**Question: Where does the −1 of a fermion loop come from, and can I see it at work in two-site H₂?**

I am reading about the Dirac generating functional and want to try it on the smallest system I can think of: H₂ as two sites with one orbital each, hopping $t$, two electrons, no electron–electron repulsion. I take $t = 6.0$ eV and $R = 1.40\,a_0$ as typical values. In a field along the bond, the polarizability should be a closed electron loop with two field vertices, like vacuum polarization. When I evaluate the loop I get a *negative* polarizability unless I add a factor $-1$ by decree. Where does the sign come from? And what number should I expect? My oscillator guess is more than twice the loop result.

---

**Answer**

The sign comes from one property of anticommuting variables: their Gaussian integral gives $\det M$ where commuting variables give $1/\det M$. Your model is a Dirac theory with no space dimension and mass $t$, so everything can be done in closed form.

Conventions: $\hbar = 1$ in the field theory, numbers in atomic units ($E_h$, $a_0$, polarizability in $a_0^3$). Site A is at $z=+R/2$, site B at $z=-R/2$, the orbitals are orthonormal, site energy and chemical potential are zero. An electron (charge $-e$) in a field $F$ along $z$ has, for each spin,

$$h = -t\,\sigma_x + \Delta\,\sigma_z,\qquad \Delta = \tfrac12 eFR,$$

with Pauli matrices in site space. The polarizability is defined by $\delta E = -\tfrac12\alpha F^2$. The two inputs are model parameters and are treated as exact.

## 1. Estimate by hand

*Sign.* A static field lowers a nondegenerate ground state in second order, because every energy denominator has the same sign. So $\alpha>0$.

*Size.* Treat each electron as a Lorentz oscillator whose frequency is the bonding–antibonding gap. A charge of mass $m_e$ on a spring of frequency $\omega_0$ moves by $eF/m_e\omega_0^2$, so two electrons give $\alpha\approx 2e^2/m_e\omega_0^2$. The gap is $2t = 12$ eV, and $12/27\approx 0.44\,E_h$, whose square is about $0.2$. Then

$$\alpha_{\rm est}\approx \frac{2}{0.2} = 10\,a_0^3\approx 1.5\ \text{Å}^3,$$

using $a_0^3 = 0.148$ Å$^3$. The bond length has not entered at all, which will turn out to matter.

## 2. Careful calculation

### 2.1 The Gaussian integral

Let $\psi_i,\bar\psi_i,\eta_i,\bar\eta_i$ ($i=1,\dots,n$) be independent Grassmann generators: all anticommute and each squares to zero. The Berezin rules are $\int d\psi\,1=0$, $\int d\psi\,\psi=1$, with the differential acting on the variable standing directly to its right, and the measure is $\prod_i d\bar\psi_i\,d\psi_i$.

For $n=1$, $e^{-a\bar\psi\psi} = 1 - a\bar\psi\psi = 1 + a\psi\bar\psi$, so $\int d\bar\psi\,d\psi\,e^{-a\bar\psi\psi}=a$.

For $n=2$ only the term containing all four generators survives, $\tfrac12(\bar\psi M\psi)^2$. It holds two distinct products, $M_{11}M_{22}\,\bar\psi_1\psi_1\bar\psi_2\psi_2$ and $M_{12}M_{21}\,\bar\psi_1\psi_2\bar\psi_2\psi_1$. In the second, moving $\psi_1$ two places left costs no sign and gives $\bar\psi_1\psi_1\psi_2\bar\psi_2=-\bar\psi_1\psi_1\bar\psi_2\psi_2$. Each pair $\bar\psi_i\psi_i$ integrates to $-1$, the two together to $+1$, and the result is $M_{11}M_{22}-M_{12}M_{21}$. For general $n$ the same reordering gives the sign of each permutation, hence $\det M$.

With sources, complete the square:

$$-\bar\psi M\psi+\bar\eta\psi+\bar\psi\eta = -(\bar\psi-\bar\eta M^{-1})M(\psi-M^{-1}\eta)+\bar\eta M^{-1}\eta .$$

The Berezin integral picks the coefficient of the highest monomial, which a shift does not change, and $\bar\eta M^{-1}\eta$ is even and commutes with everything. Therefore

$$\boxed{\int\prod_i d\bar\psi_i\,d\psi_i\; e^{-\bar\psi M\psi+\bar\eta\psi+\bar\psi\eta}=\det M\; e^{\bar\eta M^{-1}\eta}}$$

The term of order $\bar\eta\eta$ on the left is $\bar\eta_i\,\psi_i\bar\psi_j\,\eta_j$, so the normalised average is $\langle\psi_i\bar\psi_j\rangle=(M^{-1})_{ij}\equiv g_{ij}$, in this order; $\langle\bar\psi_j\psi_i\rangle=-g_{ij}$.

### 2.2 The Dirac generating functional

With metric $(+,-,-,-)$ and $\displaystyle{\not p}=\gamma^\mu p_\mu$, the weight is

$$\exp\, i\!\int\! d^4x\,\big[\bar\psi(i\gamma^\mu\partial_\mu-m)\psi+\bar\eta\psi+\bar\psi\eta\big].$$

Comparing with the box, $M=-i(i\gamma^\mu\partial_\mu-m)$ and the sources are $i\bar\eta$ and $i\eta$, whose product supplies $i^2=-1$. In momentum space $M^{-1}=i({\not p}-m)^{-1}$, and $({\not p}-m)({\not p}+m)=p^2-m^2$. Dividing by the source-free value $\det M$,

$$Z_0[\bar\eta,\eta]=\exp\Big[-\!\int\! d^4x\,d^4y\;\bar\eta(x)S_F(x-y)\eta(y)\Big],$$

$$S_F(x-y)=\int\!\frac{d^4p}{(2\pi)^4}\,\frac{i({\not p}+m)}{p^2-m^2+i0}\,e^{-ip(x-y)}=\langle\psi(x)\bar\psi(y)\rangle .$$

The minus sign in this exponent is the $i^2$ of the sources and is unrelated to the loop sign. The $i0$ selects which inverse is meant; a Grassmann integral is algebraic and needs no damping, so the $i0$ has to encode the state, as the model shows next.

### 2.3 The loop sign

Add a bilinear perturbation, $M=M_0+V$, $g=M_0^{-1}$. The box and $\ln\det=\operatorname{tr}\ln$ give

$$\ln\frac{Z}{Z_{V=0}}=\operatorname{tr}\ln(1+gV)=(-1)\sum_{k\ge1}\frac1k\operatorname{tr}\big[(-V)g\big]^k .$$

Each term is a ring of $k$ vertices $-V$ and $k$ propagators $g$, with symmetry factor $1/k$ and one overall $-1$. Commuting variables give $1/\det M$ and the same series with $+1$.

The sign can also be located by hand. In $\langle\bar\psi_aV_{ab}\psi_b\;\bar\psi_cV_{cd}\psi_d\rangle$ the inner pair $\psi_b\bar\psi_c$ stands in the right order and gives $g_{bc}$. The pair that closes the ring stands as $\bar\psi_a\cdots\psi_d$ and gives $-g_{da}$. The connected part is $-\operatorname{tr}(VgVg)$. In a ring of any length exactly one pair is in the reversed order. When the external field in $V$ is replaced by a quantised photon field, each closed electron line is still a term of this series at fixed field, so it keeps its $-1$; a diagram with $L$ such loops carries $(-1)^L$.

### 2.4 H₂ as a Dirac theory

For one spin the Lagrangian is $\psi^\dagger(i\partial_0-h)\psi$, with $\partial_0$ the time derivative. Define

$$\gamma^0=-\sigma_x,\qquad\gamma^1=i\sigma_y,\qquad\bar\psi=\psi^\dagger\gamma^0 .$$

Then $(\gamma^0)^2=1$, $(\gamma^1)^2=-1$, the two anticommute, $\gamma^0\gamma^1=\sigma_z$, and

$$L=\bar\psi(i\gamma^0\partial_0-t)\psi-\Delta\,\bar\psi\gamma^1\psi .$$

The mass is the hopping and the propagator is the Dirac one with ${\not p}=\gamma^0\nu$ at frequency $\nu$:

$$S_F(\nu)=\frac{i(\gamma^0\nu+t)}{\nu^2-t^2+i0},\qquad S_F\gamma^0=\frac{iP_+}{\nu-t+i0}+\frac{iP_-}{\nu+t-i0},$$

with $P_\pm=\tfrac12(1\pm\gamma^0)$. $P_-$ projects on the bonding orbital $\sigma_g$ at $-t$ and $P_+$ on the antibonding $\sigma_u$ at $+t$. The pole below the real axis propagates forward in time (an electron added to empty $\sigma_u$), the pole above it backward (an electron removed from filled $\sigma_g$). So $i0$ says "bonding filled, antibonding empty": the ground state of H₂ is the filled sea, and $2t$ is the pair threshold.

### 2.5 The loop in real time

Write $Z=e^{iW}$. The vertex is $-i\gamma^1\Delta$. The $k=2$ term, with a factor 2 for spin, is

$$iW_2=2\cdot(-1)\cdot\frac12\int\!\frac{d\omega}{2\pi}|\Delta(\omega)|^2\,\Lambda(\omega),$$

$$\Lambda(\omega)=\int\!\frac{d\nu}{2\pi}\operatorname{tr}\big[(-i\gamma^1)S_F(\nu+\omega)(-i\gamma^1)S_F(\nu)\big].$$

Put $a=\nu+\omega$, $b=\nu$. The factors $(-i)^2i^2$ give 1, $\gamma^1(\gamma^0a+t)\gamma^1=\gamma^0a-t$, and the trace with $\gamma^0b+t$ is $2(ab-t^2)$. Partial fractions give

$$\frac{2(ab-t^2)}{(a^2-t^2)(b^2-t^2)}=\frac1{(a-t)(b+t)}+\frac1{(a+t)(b-t)} .$$

Only particle–hole products appear. Closing the contour above picks $b=-t+i0$ in the first term and $a=-t+i0$ in the second:

$$\Lambda(\omega)=\frac{i}{\omega-2t}-\frac{i}{\omega+2t}=-\frac{4it}{4t^2-\omega^2}.$$

The bare ring is negative below threshold, and the loop sign turns it round: $W_2=\int\frac{d\omega}{2\pi}|\Delta|^2\,\frac{4t}{4t^2-\omega^2}$. Setting this equal to $\tfrac12\int\frac{d\omega}{2\pi}\alpha(\omega)|F(\omega)|^2$ (for a static field acting over a time $T$, $W=-\delta E\,T$) and using $\Delta=eFR/2$,

$$\boxed{\alpha(\omega)=\frac{2t\,e^2R^2}{4t^2-\omega^2},\qquad\alpha(0)=\frac{e^2R^2}{2t}}$$

With $2t=0.4410\,E_h$ and $R^2=1.96\,a_0^2$,

$$\alpha(0)=4.44\,a_0^3=0.659\ \text{Å}^3 .$$

Without the loop sign the same algebra gives $-4.44\,a_0^3$, which is what you found.

### 2.6 The determinant to all orders

An independent route avoids both $i0$ and the expansion. For $H=c^\dagger hc$ and a step $\epsilon=\beta/N$ in imaginary time, $e^{-\epsilon H}={:}\exp[c^\dagger(B-1)c]{:}$ holds exactly with $B=e^{-\epsilon h}$. Inserting fermion coherent states in $\operatorname{Tr}e^{-\beta H}$ gives the Gaussian with

$$\bar\psi M\psi=\sum_{k=1}^N\bar\psi_k(\psi_k-B\psi_{k-1}),\qquad\psi_0=-\psi_N .$$

In the eigenbasis of $h$, each level with eigenvalue $b$ of $B$ contributes the diagonal product 1 and one cyclic permutation, of sign $(-1)^{N-1}$, with entries $(-b)^{N-1}(+b)$. The sum is $1+b^N$, so

$$Z_{\rm one\ spin}=\det M=\det(1+e^{-\beta h})=2+2\cosh\beta E,\qquad E=\sqrt{t^2+\Delta^2}.$$

This is the sum over the four states of one spin (empty, $-E$, $+E$, both filled). For two spins the grand potential is $\Omega=-\frac4\beta\ln\big(2\cosh\frac{\beta E}2\big)$, which tends to $-2E$ at low temperature, and its term of order $\Delta^2$ is $-(\Delta^2/t)\tanh(\beta t/2)$.

The ring series reproduces this. Fourier modes antiperiodic in $\beta$ have $\omega_n=(2n+1)\pi/\beta$ and $M\to\epsilon(-i\omega_n+h)$, so per frequency

$$g=\frac{i\omega_n-t\sigma_x}{\omega_n^2+t^2},\qquad(g\sigma_z)^2=-\frac{1}{\omega_n^2+t^2}.$$

Odd rings vanish, because inversion ($\sigma_x$) leaves $g$ alone and flips $\sigma_z$. The two-vertex ring gives $\ln Z_2=2\cdot(-\tfrac12)\Delta^2\sum_n\frac{-2}{\omega_n^2+t^2}$, and the Matsubara sum $\frac1\beta\sum_n(\omega_n^2+t^2)^{-1}=\tanh(\beta t/2)/2t$ yields $\Omega_2=-(\Delta^2/t)\tanh(\beta t/2)$ again. At zero temperature all rings add up to

$$\delta E=-2\int\!\frac{d\omega}{2\pi}\ln\Big(1+\frac{\Delta^2}{\omega^2+t^2}\Big)=-2(E-t)=-\frac{\Delta^2}{t}+\frac{\Delta^4}{4t^3}-\dots$$

The first term is $-\tfrac12\alpha(0)F^2$ with the boxed $\alpha(0)$. The exact level $-2\sqrt{t^2+\Delta^2}$ is simply two electrons in the lower eigenvalue of $h$, found with no Grassmann variable, and it fixes the sign beyond doubt.

One caution on reading the wrong sign as "the bosonic answer". A bosonic Gaussian converges only with the chemical potential below the lowest level. Both poles then lie on one side of the contour and the zero-temperature ring vanishes, as it must for an empty molecule. The value $-4.44\,a_0^3$ is thus the static polarizability of no ground state and no thermal equilibrium state, fermionic or bosonic. It does equal that of the population-inverted eigenstate $\sigma_u^2$, with both electrons in the antibonding orbital: its energy is $+2\sqrt{t^2+\Delta^2}=2t+\Delta^2/t-\dots$, so $\alpha=-e^2R^2/2t$. The loop describes that state when the $i0$ is reversed and the $-1$ is kept, since the contour then picks the poles at $+t$ and $\Lambda(\omega)$ changes sign.

## 3. Why 10 and 4.44 differ

The ratio is $10/4.44=2.25$. The candidates, in order of size:

**Not the temperature.** At 300 K $\beta t=232$, and $1-\tanh(\beta t/2)\approx2e^{-\beta t}$.

**Not the higher rings.** Even at $F=1$ V/Å, with $R=0.741$ Å, $\Delta=0.370$ eV. The two-vertex ring gives $-22.87$ meV and the full determinant $-22.85$ meV. The four-vertex ring is smaller than the two-vertex ring by $\Delta^2/4t^2=9.5\times10^{-4}$.

**Hardly the rounding.** Unrounded, $2/(0.4410)^2=10.28$, a factor $1.028$ above 10, and in the direction that widens the gap.

**The oscillator strength.** Write the loop result in the oscillator form, $\alpha(\omega)=f\,e^2/m_e(\omega_0^2-\omega^2)$ with $\omega_0=2t$. The resonance is where the estimate put it, but

$$f=\frac{2t\,m_eR^2}{\hbar^2}=0.864$$

where the estimate assumed $f=2$. The account closes: $10\times1.028\times0.432=4.44$, with $0.432=f/2$.

The reason lies in a commutator. For total position $Z=\sum_jz_j$, inserting a complete set of states gives

$$\sum_nf_n=\frac{m_e}{\hbar^2}\langle0|[Z,[H,Z]]|0\rangle,\qquad f_n=\frac{2m_e}{\hbar^2}(E_n-E_0)|Z_{n0}|^2 .$$

For electrons in continuous space with kinetic energy $p^2/2m_e$ and local potentials, $[z,[H,z]]=\hbar^2/m_e$ per electron and the sum equals the number of electrons (the Thomas–Reiche–Kuhn rule). The spring picture assumes this. In the two-site model $z=\tfrac R2\sigma_z$, and

$$[z,[h,z]]=tR^2\sigma_x ,$$

which is $+tR^2$ in the bonding orbital and $-tR^2$ in the antibonding one. A commutator of finite matrices is traceless, so it can never equal the constant $\hbar^2/m_e$. The inertia of a hopping electron is set by the lattice: $m^*=\hbar^2/tR^2=2.31\,m_e$ here. Put $m^*$ into the hand formula, $2e^2/m^*\omega_0^2$, and it returns $e^2R^2/2t$ exactly. In plain terms, the spring of mass $m_e$ and frequency $\omega_0$ has a transition dipole fixed by $\hbar/2m_e\omega_0$, while the model caps it at $R/2$, the distance from the bond centre to a site.

**What this says about the real molecule.** For fixed nuclei, $\alpha=\sum_nf_ne^2/m_e\omega_n^2\le 2e^2/m_e\omega_1^2$, where $\omega_1$ is the lowest allowed transition. So the hand formula is an upper bound if $\omega_0$ is that transition. The model, for its part, leaves out two effects as large as the discrepancy.

*Overlap.* Real $1s$ orbitals at this distance overlap strongly. With $\sigma_{g,u}=(A\pm B)/\sqrt{2(1\pm S)}$, the cross terms cancel and $\langle\sigma_g|z|\sigma_u\rangle=R/2\sqrt{1-S^2}$. The orthonormal sites $(\sigma_g\pm\sigma_u)/\sqrt2$ then have their centres of charge $R_{\rm eff}=R/\sqrt{1-S^2}$ apart, and all formulas hold with $R\to R_{\rm eff}$. For $1s$ functions $e^{-\zeta r}$, $S=e^{-\rho}(1+\rho+\rho^2/3)$ with $\rho=\zeta R$. At the same gap, for the free-atom exponent and a typical contracted one:

| sites | $S$ | $R_{\rm eff}/a_0$ | $f$ | $\alpha(0)/a_0^3$ |
|---|---|---|---|---|
| point sites | 0 | 1.40 | 0.864 | 4.44 |
| $\zeta=1.2/a_0$ | 0.675 | 1.90 | 1.59 | 8.2 |
| $\zeta=1.0/a_0$ | 0.753 | 2.13 | 2.00 | 10.3 |

That the last row lands on $f=2$ is an accident of choosing $t$ and $\zeta$ independently; the middle row shows how far a modest change of exponent moves it.

*Repulsion.* This acts the other way. Add a Hubbard term $U$ for double occupancy of a site. The ground state has $E_0=\tfrac12\big(U-\sqrt{U^2+16t^2}\big)$ and weight $w=\tfrac12\big(1-U/\sqrt{U^2+16t^2}\big)$ on the even ionic state. The dipole operator takes that state, with matrix element $eR$, to the odd ionic state at energy $U$, and annihilates the covalent state. Hence $\alpha=2we^2R^2/(U-E_0)$, which returns $e^2R^2/2t$ at $U=0$. An effective repulsion of the order of the gap is typical, so take $U=2t$: $w=0.276$ and $U-E_0=3.24\,t$. The polarizability falls to $0.34$ of the free value at fixed $t$, or to $2w=0.55$ of it if $t$ and $U$ are scaled together to keep the gap fixed.

The three figures in $4.44\,a_0^3$ are therefore a statement about the model with the stated inputs; for the molecule the number holds to a factor of about two either way. The sign survives all of these changes: $R_{\rm eff}^2$, $w$ and the gap are positive, and in the noninteracting case the positive answer is the product of a negative ring and the $-1$ that comes from having the determinant in the numerator.